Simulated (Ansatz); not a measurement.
## A series in mesh points along a on BP

All results are calculated (Ansatz 0.2.0). One setting of a density functional single point varied, free energy counted from the run at the reference value, pressure positive in compression; periodic cell, basis, potentials, k mesh and filling as listed.

Structure of every row (space group F-43m, No. 216):
```
BP
1.0
      0.0000     2.2690     2.2690
      2.2690     0.0000     2.2690
      2.2690     2.2690     0.0000
B P
1 1
Direct
  0.00000 0.00000 0.00000
  0.25000 0.25000 0.25000
```

Settings of every row: functional r2SCAN; dispersion none; potentials PAW; wave cutoff 500 eV; density cutoff 2000 eV; k shift 0x0x0; occupations fixed; smearing width 0 eV; spin none; varied setting k mesh; reference k mesh 8x8x8; meshes run 3x3x3, 4x4x4, 5x5x5, 6x6x6, 8x8x8.

| row | mesh points along a | energy less reference (meV/atom) |
| --- | --- | --- |
| 1 | 3 | 320.44 |
| 2 | 4 | 86.13 |
| 3 | 5 | ? |
| 4 | 6 | 7.59 |
| 5 | 8 | 0 |

Question: what energy less reference should row 3 give?

Worked fit of energy less reference. Measure energy less reference from the row with the finest mesh, 0.00 meV/atom, and take the logarithm of what remains: 3 → 5.77, 4 → 4.46, 6 → 2.03. In a crystal with a gap such sums converge about exponentially, and a straight line through these is ln|rest| = 9.47 − 1.243 × n. At n = 5 the line gives ln|rest| = 3.255, a rest of 25.92 meV/atom, and so 0.00 + 25.92 = 25.92 meV/atom.

The calculation gave 25.44 meV/atom. The fit lies 0.48 meV/atom (1.9 % of the value, 0.15 % of the column's range) above it; its largest miss of a shown row is 9.06 meV/atom.
